Q: I have a small silane, CH₃O–SiH₂–SiH₂–F, and five calculated shieldings for its carbon. They run from 127 to 143 ppm, although the molecule, its geometry and the density functional are the same each time. What am I looking at?

A: You are looking at the basis set, the stock of functions from which the orbitals are built.

Isotropic GIAO shieldings σ and HOMO-LUMO gaps of CH₃O–SiH₂–SiH₂–F (SMILES CO[SiH2][SiH2]F), calculated with PySCF 2.14.0 using PBE0 and density fitting, non-relativistic and in the gas phase, at the PBE0-D3(BJ)/def2-SVP geometry. Atoms are numbered in SMILES order, hydrogens after the heavy atoms; values for hydrogens on the same atom are averaged.

| functional | basis | σ C1 (ppm) | σ O2 (ppm) | σ H6 (ppm) | σ H11 (ppm) | HOMO-LUMO gap (eV) |
| --- | --- | --- | --- | --- | --- | --- |
| PBE0 | IGLO-III | 126.9 | 342.5 | 27.86 | 25.69 | 7.37 |
| PBE0 | aug-cc-pVDZ | 141.5 | 352.2 | 27.81 | 25.68 | 7.25 |
| PBE0 | cc-pVDZ | 143.1 | 353.9 | 27.89 | 25.85 | 7.46 |
| PBE0 | cc-pVTZ | 131.8 | 346.8 | 27.84 | 25.76 | 7.33 |
| PBE0 | pcSseg-0 | 133.2 | 385.6 | 29.21 | 26.84 | 7.22 |

Here σ is the isotropic shielding, in ppm; a larger σ means a signal at a smaller chemical shift. C1 is the methyl carbon and O2 the oxygen. H6 stands for the average of the methyl hydrogens, and H11 for the average of the two hydrogens on the silicon that carries fluorine. Since only the basis changes from row to row, every difference in a column is an error of at least one of the rows.

Q: But which row is in error? I have no exact value to compare with.

A: You can still watch how the result responds when the basis is improved. Going from cc-pVDZ to cc-pVTZ, the next step of the same family, lowers C1 by 11.3 ppm and O2 by 7.1 ppm. A result that moves this far on the first improvement was not converged. IGLO-III, a set designed for magnetic properties, lowers C1 by another 4.9 ppm, so cc-pVTZ may not be at the end of the road either.

A lower shielding is not better merely because it is lower. Total energies in a variational calculation approach their limit from above, but shieldings follow no such rule. My reason for trusting IGLO-III more is its construction, and that needs the physics of the shielding.

Q: My first suspicion would be the outer region. Oxygen and fluorine have lone pairs, so surely the small basis needs diffuse functions?

A: The table lets you test that. The set aug-cc-pVDZ is cc-pVDZ with diffuse functions added and everything else kept. They change C1 by only −1.6 ppm and O2 by −1.7 ppm, a small part of the distance to cc-pVTZ. The main fault of cc-pVDZ must therefore be something that extra freedom far from the nuclei doesn't repair.

Q: Then perhaps the energies are to blame. I learned that a small gap between filled and empty orbitals gives strong deshielding.

A: That rule comes from perturbation theory. The magnetic field mixes empty orbitals into filled ones, and each contribution is divided by an energy difference. Yet aug-cc-pVDZ has a smaller HOMO-LUMO gap than cc-pVTZ, 7.25 against 7.33 eV, and its carbon is more shielded, not less.

The rule leaves out the numerator. An empty orbital contributes strongly to the shielding of a nucleus only if the current that it helps to create flows close to that nucleus. Diffuse functions lower the empty orbital mainly by letting it spread into the space around the molecule, where it has little influence on carbon. The gap shrinks, and the nucleus hardly notices.

Q: So what does the nucleus notice?

A: Two kinds of current. In the first, the field makes the electron cloud circulate as a whole, which shields the nucleus. This part comes largely from the core electrons, which change little from one compound to another.

The second kind arises because the electrons in a molecule are not free to circulate around each nucleus. Bonds single out directions, and the field responds by mixing filled and empty orbitals. Around a carbon atom this means turning one p orbital partly into another, for example a p orbital in a bond into one at right angles to it. The resulting current usually deshields the nucleus, and it is the part that makes chemical shifts so sensitive to bonding.

For an electron with a given angular momentum about the nucleus, the effect of this current is weighted by $1/r^3$, where $r$ is the distance from the nucleus. Halving the distance then makes the effect eight times as large. The shielding therefore depends strongly on the innermost part of the p orbitals, a region that contributes little to bond lengths or bond energies.

Q: And a double-zeta basis is poor in that region?

A: It is stiff there. In cc-pVDZ the inner part of each p shell is a fixed combination of functions, with its shape taken from the free atom. One outer p function is free to adjust, which serves bonding well. When the field or a bond asks the inner part to change shape, however, the basis can follow only in part. If the deshielding current comes out too weak for this reason, the shielding comes out too high.

Three of the other sets fit this account; pcSseg-0 has a different fault and needs its own discussion. The diffuse functions of aug-cc-pVDZ lie too far out to help much. The larger cc-pVTZ has a further free p function that reaches closer to the nucleus, and IGLO-III leaves still more of its inner functions free. The heavy-atom shieldings fall in that order.

Q: That sounds convincing, but cc-pVTZ also has more d functions and adds f functions. How do you know that the inner region matters?

A: The comparison of the two sets alone can't tell, because it changes several things at once. But the explanation has a consequence that can be tested. A fault close to the nucleus should weaken the deshielding current by a similar fraction in each atom of an element. Two such atoms with similar deshielding should then carry nearly the same error, even if their neighbours differ.

The molecule offers such a pair. One silicon is bonded to oxygen and the other to fluorine, and the same calculations give both shieldings. Let $\delta$ be the error of a small basis for either silicon atom, measured against IGLO-III:

$$\sigma_{\text{small}} = \sigma_{\text{IGLO-III}} + \delta .$$

For the silicon next to oxygen, cc-pVDZ gives 437.2 ppm and IGLO-III gives 374.8 ppm. Hence $\delta = 437.2 - 374.8 = 62.4$ ppm.

Now use this $\delta$ for the other silicon, whose cc-pVDZ value is 411.4 ppm. The estimate for IGLO-III is $411.4 - 62.4 = 349.0$ ppm, and the calculation gives 351.5 ppm. An error of about 60 ppm has been carried from one atom to the other with a miss of 2.5 ppm.

Q: So the error is real, but it is almost the same for both atoms.

A: Yes, and it largely disappears from their difference. That matters to you because a chemical shift is itself a difference of shieldings, between your compound and a reference. A basis can be far off for each silicon and still place the two signals at nearly the right distance from each other. Here that distance is 25.7 ppm with cc-pVDZ and 23.3 ppm with IGLO-III.

The test agrees with an error that goes with the atom, but it isn't proof. This is one pair in one molecule, and both silicon atoms bear two hydrogens, the other silicon and one electronegative neighbour, so a fault in the bonds could also be much alike for the two. The outputs also list the shielding and the deshielding part separately. For the silicon next to oxygen, the deshielding part grows by about 55 ppm from aug-cc-pVDZ to cc-pVTZ, while the shielding part changes by only about 4 ppm. So for silicon it is indeed the deshielding current that the smaller of these two sets makes too weak. For carbon, oxygen and fluorine both parts change between the same two sets, and the division tells you less. That the weakness comes from the inner p region is still the step that theory adds. For carbon, the same cancellation would have to be checked against a reference compound.

Q: Why is the silicon error so much larger than the carbon error?

A: The valence p orbital of silicon is a 3p orbital. It must stay orthogonal to the filled 2p shell, so it has a small inner lobe close to the nucleus. The factor $1/r^3$ gives this lobe a great weight, and its shape depends on just those functions that a small basis keeps fixed. This makes a larger error plausible, though the argument doesn't yield its size.

Fluorine lets you try the reasoning on another atom. Its valence shell is 2p, as in carbon and oxygen, so its error should resemble theirs rather than that of silicon. From cc-pVDZ to cc-pVTZ its shielding falls by 12.4 ppm, close to the drop for carbon, while the two silicon atoms fall by about 50 ppm. The sizes agree with the reasoning, and so does the division into parts: most of fluorine's fall lies in the deshielding part. This is support rather than proof, because the division itself depends on the basis. If you start from aug-cc-pVDZ instead, fluorine falls by nearly the same amount, but most of that fall lies in the shielding part.

Q: And the protons? Their columns look almost constant.

A: They are, if you set pcSseg-0 aside. Among the other four sets H6 varies by 0.08 ppm and H11 by 0.17 ppm. A hydrogen atom has no occupied p orbitals of its own, so the sensitive inner region that troubles the heavier atoms is absent. The currents on a neighbouring atom reach the proton only from a distance, where the details of their innermost part are blurred.

Small in ppm doesn't mean harmless, because ordinary proton shifts span only about ten ppm. If two of your proton signals lie 0.1 ppm apart, a change of basis could matter for the assignment.

Q: You keep setting pcSseg-0 aside. Yet it was made for shieldings, it is the cheapest, and its carbon value is within 1.4 ppm of cc-pVTZ. Why shouldn't I use it?

A: Because the agreement is confined to a few places. In the same row O2 lies 38.8 ppm above cc-pVTZ, and fluorine lies 65.7 ppm above it. Even H6, which hardly reacts to the other sets, is too high by 1.37 ppm. A basis that describes the molecule well wouldn't succeed at carbon and fail at the oxygen bonded to it.

The dipole moment gives a second warning, and it has no connection with magnetism. The other four sets agree on 2.1 D, whereas pcSseg-0 gives 2.5 D. The distribution of charge is already wrong before any magnetic field is applied.

Q: What is wrong with it, if its functions were optimised for shieldings?

A: It is the smallest member of its family and has essentially no polarisation functions. These are functions of higher angular momentum, such as d functions on oxygen, which let the electron cloud around an atom shift and deform towards its neighbours. Without them the bonds and lone pairs are poorly described, however well the inner region is treated. This is the likeliest cause of the failure, although no row of the table adds these functions alone. The good carbon value is then most likely a cancellation of errors.

The silicon pair suggests that this is a different kind of failure. With pcSseg-0 the difference between the two silicon shieldings is 34.5 ppm, against 23.3 ppm with IGLO-III. The error now depends on the neighbours of the atom, as a fault in the bonding should, and it survives when you subtract.

Q: Could I simply choose the basis that agrees best with my spectrum?

A: You might reward another cancellation. These calculations treat one rigid conformer in the gas phase, without relativity or vibrational averaging, and the functional has its own error. A basis error of the opposite sign could hide any of these. It is safer to judge the basis against better basis sets first, and to bring in the spectrum afterwards.

Q: Then how should I test a basis before I trust it?

A: Change one ingredient at a time and look at every nucleus, not only the one you care about. If the next larger set moves all atoms of an element by nearly the same amount, their differences may already be useful while the absolute shieldings are not. If the movement depends strongly on the neighbours, or if the dipole moment changes markedly as well, discard the basis, even when one of its numbers looks right.
